The six cells hold the same compound at different volumes, computed with a meta-GGA functional and with every electron paired. Neither the cell shapes nor the atomic positions were relaxed. The questions below begin with the electronic state, because the volume and the gap depend on it.

FeCO3 in six cells of space group R-3c, computed with Ansatz 0.2.0 using r2SCAN, plane waves with generated PAW datasets, a 500 eV cutoff and a scalar-relativistic treatment. All are single points without spin polarization, with neither cell shapes nor atomic positions relaxed. Pressure is positive in compression.

| cell | volume (Å³/atom) | shortest distance at Fe (Å) | pressure (GPa) | band gap on the mesh (0: none) (eV) | Bader charge of Fe (e) | k-mesh | largest force (eV/Å) | formation energy (eV/atom) |
| --- | --- | --- | --- | --- | --- | --- | --- | --- |
| 1 | 8.08 | 2.002 | 7.8 | 1.69 | 1.35 | 7x7x7 | 1.54 | -1.206 |
| 2 | 8.25 | 2.016 | 2.0 | 1.68 | 1.35 | 7x7x7 | 1.03 | -1.211 |
| 3 | 8.42 | 2.027 | -1.9 | 1.66 | 1.35 | 7x7x7 | 0.72 | -1.213 |
| 4 | 9.43 | 2.117 | -11.5 | 1.70 | 1.36 | 7x7x7 | 1.24 | -1.147 |
| 5 | 9.64 | 2.135 | -13.5 | 1.69 | 1.36 | 7x7x7 | 1.14 | -1.126 |
| 6 | 9.87 | 2.151 | -17.2 | 1.65 | 1.36 | 7x7x7 | 0.56 | -1.104 |

### 1. Which state of iron does the table describe?

Iron(II) has six 3d electrons. Six oxygen neighbours split the d levels into three lower ones, called t2g, and two higher ones, called e_g, which point at the oxygen atoms and are antibonding. With all spins paired, the six electrons just fill the lower three. This low-spin state has a closed shell, and each of the six cells shows a band gap.

The pairing was imposed by the setting. At ambient pressure, real siderite is high-spin, with two electrons in the antibonding levels. The table therefore describes the low-spin form at every volume, including volumes at which the mineral doesn't adopt it.

### 2. At what volume does the pressure vanish, and why is that so small?

The pressure is positive in cell 2 and negative in cell 3. A straight line between them passes zero near 8.3 Å³/atom. That is roughly 15% below the ambient volume of siderite, which is about 9.8 Å³/atom as a rough recalled value.

The spin state accounts for the direction of this difference. Empty antibonding levels let oxygen come close to iron, whereas two electrons in them push it away. The negative pressures of cells 4 to 6 thus show a low-spin crystal held at too large a volume. They don't mean that the real mineral is under tension there. Allowing spin should move the preferred volume upwards; this is standard ligand-field chemistry, which these runs don't test.

### 3. Which bonds take up the extra volume?

Two limits help. If every distance scaled with the cell, Fe–O and C–O would lengthen by the same percentage. If the carbonate ion were perfectly rigid, only the distances between the ions would grow.

The cells lie close to the second limit. From cell 2 to cell 5 the Fe–O distance grows by 5.9% and the C–O distance by only 0.6%. These lengths were put into the calculation, so they aren't its result. They fit the usual picture of a strongly bonded carbonate ion in a softer ionic framework.

### 4. Can the bulk modulus be read from the pressure column?

The bulk modulus measures resistance to compression: the pressure change divided by the relative volume change, with the sign reversed. Between neighbouring cells this quotient falls from 279 to 85 GPa, then climbs back to 157 GPa in the last step. A crystal being pulled apart should normally soften, so the late rise is suspicious.

The column of largest forces suggests the reason. By symmetry, only the oxygen atoms feel a force; it is equal on all of them and acts along C–O. In cells 2 and 5, positions and forces together show that it points away from carbon, so the C–O bond would lengthen if it were free to. The estimate below assumes this direction in each cell.

The computed pressure tells how the energy changes when everything is scaled together, C–O bonds included. If the volume $V$ grows by $dV$, a bond of length $r$ grows by $r\,dV/(3V)$. An outward force $F$ then lowers the energy by $Fr\,dV/(3V)$, which amounts to a pressure of $Fr/(3V)$ for each oxygen. One formula unit has three oxygen atoms and five atoms in all, so with $v$ as the volume per atom

$$P_{\mathrm{CO}}=\frac{3Fr}{3\cdot 5v}=\frac{Fr}{5v}.$$

For cell 2, $F=1.03$ eV/Å, $r\approx1.28$ Å and $v=8.25$ Å³. The quotient is 0.032 eV/Å³, or about 5 GPa, since 1 eV/Å³ is about 160 GPa. The whole computed pressure of this cell is only 2.0 GPa. With the C–O lengths held fixed, the pressure would therefore already be negative. The force is the net one on oxygen, so it includes the action of iron as well as that of carbon: cell 5 has a slightly longer C–O bond than cell 3 and yet a larger force.

### 5. Does this strain explain the irregular stiffness?

If it does, subtracting $P_{\mathrm{CO}}$ should leave a stiffness that falls smoothly as the crystal expands. It does fall at every step, from 149 GPa to 50 GPa, as the output below shows. The formula has no adjustable constant, and nothing in it forces this order.

The irregularity now has a simple reading. From cell 1 to 2 and from cell 5 to 6 the oxygen forces drop sharply. The pressure then falls for two reasons at once, and the crystal looks too stiff. From cell 3 to 4 the forces rise, which offsets part of the fall and makes the crystal look too soft.

Even the smoother values aren't bulk moduli of low-spin FeCO3. The cells change shape as well as volume, becoming longer along the threefold axis. Their C–O lengths also differ slightly, so the subtraction doesn't bring them all to one common length, and the smallest volume steps magnify rounding. A usable modulus needs cells whose shape and positions have been relaxed at each volume.

### 6. Where would a relaxed low-spin cell settle?

It would probably settle below the 8.3 Å³/atom of question 2. With the carbonate contribution removed, the pressure is close to zero in cell 1 and already about −3 GPa in cell 2. This points towards a volume near those of cells 1 and 2. The estimate can't be sharper, because relaxation would also lengthen the C–O bonds and change the shape of the cell, whose stress differs along and across the threefold axis.

The formation energies seem to disagree, since cell 3 is the lowest. Its lead over cell 2 is only 2 meV/atom, however, and its oxygen forces are the smallest of the first three cells. Cells 1 and 2 carry more strain energy in their C–O bonds, which relaxation would release. The order of these three energies is therefore no guide to the best volume.

### 7. Why does the gap hardly change while the crystal expands by a fifth?

The smallest gap stays between 1.65 and 1.70 eV and even rises slightly from cell 3 to cell 4. It compares the highest filled level with the lowest empty one, wherever in the band structure they lie. The direct gap compares levels at the same wave vector. In the same runs it falls at every step, from 1.78 to 1.65 eV.

The fall has the direction that ligand-field theory leads one to expect if the gap lies between the filled t2g and the empty e_g levels. In the limit of distant oxygen atoms their splitting vanishes, so longer Fe–O bonds should bring them closer together. Yet the direct gap shrinks by only 7%. A gap is measured between the edges of two bands, not between their centres. Bands usually become narrower as atoms move apart, which leaves more room between the edges and would offset part of the fall. The band widths were not compared here.

The smallest gap hides even this modest fall. In cells 1 to 4 its two levels lie at different wave vectors, which puts it below the direct gap, by 0.09 eV in cell 1. The difference shrinks to 0.02 eV in cell 4 and to zero in cells 5 and 6, where both levels share a wave vector. From cell 3 to cell 4 it shrinks by more than the direct gap falls, and so the smallest gap rises.

### 8. Which digits are safe to use?

The change of sign in the pressure and the energy rise of about 0.11 eV/atom from cell 3 to cell 6 are clear features of these low-spin cells. The second decimal of either gap can depend on the mesh. The total fall of the direct gap, 0.13 eV from cell 1 to cell 6, is therefore safer than its single steps or the rise of the smallest gap by 0.04 eV from cell 3 to cell 4. The Bader charge of iron varies by 0.01 e, which is the last printed digit. Its steadiness is no evidence about the spin state of the mineral, because the same state was imposed in all six cells.

None of these volumes, stiffnesses or gaps should be used as data for siderite at ambient conditions. That would take a calculation with spin and with relaxed cells, and for the gap also a method beyond r2SCAN, which tends to give gaps that are too small. What does carry over to other crystals with stiff molecular ions is the check on forces: if the atoms inside the ions still feel large forces along their bonds, part of the pressure comes from the unrelaxed positions. How large that part is depends on the forces, the bond lengths and the number of such bonds per volume.

Output of the analysis:

```
volume where the raw pressure passes zero, straight line between cells 2 and 3 [A^3/atom]: 8.337
that volume below the rough recalled ambient volume [%]: 14.93
growth of volume, cell 1 to 6 [%]: 22.15
growth of the Fe-O distance, cell 1 to 6 [%]: 7.443
growth of the Fe-O distance, cell 2 to 5 [%]: 5.903
growth of the C-O distance, cell 2 to 5 [%]: 0.5653
pressure and apparent stiffness for the step from the cell before:
  row  from C-O forces [GPa]  left at fixed C-O [GPa]  raw stiffness [GPa]  stiffness at fixed C-O [GPa]
    1                  7.817                 -0.01735                  n/a                           n/a
    2                  5.121                   -3.121                278.6                         149.1
    3                  3.507                   -5.407                191.2                         112.1
    4                  5.393                   -16.89                84.83                         101.5
    5                   4.85                   -18.35                90.81                         66.16
    6                  2.327                   -19.53                156.9                         49.91
direct and smallest gap:
  row  direct gap [eV]  direct less smallest [eV]
    1             1.78                       0.09
    2             1.76                       0.08
    3             1.74                       0.08
    4             1.72                       0.02
    5             1.69                          0
    6             1.65                          0
fall of the direct gap, cell 1 to 6 [eV]: 0.13
spread of the smallest gap [eV]: 0.05
change of the smallest gap, cell 3 to 4 [eV]: 0.04
spread of the Bader charge of Fe [e]: 0.01
energy of cell 3 less cell 2 [eV/atom]: -0.002
energy of cell 6 less cell 3 [eV/atom]: 0.109
```
